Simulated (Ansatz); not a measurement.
## C: the change of energy of the functional and RPA energy with volume scale

RPA total energy (exact exchange plus RPA correlation) on Kohn-Sham orbitals over scaled volumes of the cell given; energies count from the value at scale 1 or the largest scale. The results are calculated, by Ansatz 0.2.0-dev trial.

The cell before it is scaled or strained (space group Fd-3m, No. 227):
```
C
1.0
      0.0000     1.7835     1.7835
      1.7835     0.0000     1.7835
      1.7835     1.7835     0.0000
C
2
Direct
  0.00000 0.00000 0.00000
  0.25000 0.25000 0.25000
```

Settings of every row: orbitals functional PBE; datasets hand_made_paw; wave cutoff 820 eV; k mesh 4x4x4; correlated electrons 8; response cutoff 280 eV; long wavelength term neglected.

Limits: coarse mesh, values belong to these settings and can lie far from the converged crystal; the count of empty bands follows the volume.

```csv
row,volume scale,V (Å³/atom),"energy of the functional (eV, a cell)","RPA energy (eV, a cell)","total energy with exact exchange (eV, a cell)"
1,0.92,5.219,0.1299,0.1261,0.0671
2,0.96,5.446,0.0346,0.0321,0.0011
3,1,5.673,0,0,0
4,1.04,5.9,?,?,?
5,1.08,6.127,0.0731,0.0805,0.151
```

Question: what energy of the functional and RPA energy should row 4 give?

Worked fit of energy of the functional. Take u = (V_r/V)^(2/3) − 1 with V_r = 5.5595 Å³ an atom, which is twice the finite (Eulerian) strain; such expansions in the strain, on which the Birch-Murnaghan equation of state is built, carry the rest volume and the bulk modulus. The shown rows have u = 0.04304, 0.01385, -0.01338, -0.06274. Least squares give energy of the functional = 0.01037 + 1.2415 × u + 35.718 × u² eV; a straight line predicts inner rows, each left out in turn, worse (root mean square 0.063 against 0.00038 eV). The rows lie off it by -0.0001, 0.0002, -0.0002, 0.0000. The withheld row has u = -0.03885, so the fit gives 0.01037 + 1.2415 × (-0.03885) + 35.718 × (-0.03885)² = 0.0160 eV.

The calculation gave 0.0157 eV. The fit lies 0.0003 eV (1.9 % of the value, 0.23 % of the column's range) above it; its largest miss of a shown row is 0.0002 eV.

Worked fit of RPA energy. Take u = (V_r/V)^(2/3) − 1 with V_r = 5.5595 Å³ an atom, which is twice the finite (Eulerian) strain; such expansions in the strain, on which the Birch-Murnaghan equation of state is built, carry the rest volume and the bulk modulus. The shown rows have u = 0.04304, 0.01385, -0.01338, -0.06274. Least squares give RPA energy = 0.00899 + 1.151 × u + 36.505 × u² eV; a straight line predicts inner rows, each left out in turn, worse (root mean square 0.064 against 0.00033 eV). The rows lie off it by -0.0001, 0.0002, -0.0001, 0.0000. The withheld row has u = -0.03885, so the fit gives 0.00899 + 1.151 × (-0.03885) + 36.505 × (-0.03885)² = 0.0194 eV.

The calculation gave 0.0189 eV. The fit lies 0.0005 eV (2.6 % of the value, 0.4 % of the column's range) above it; its largest miss of a shown row is 0.0002 eV.

The other values of row 4: total energy with exact exchange 0.053 eV.
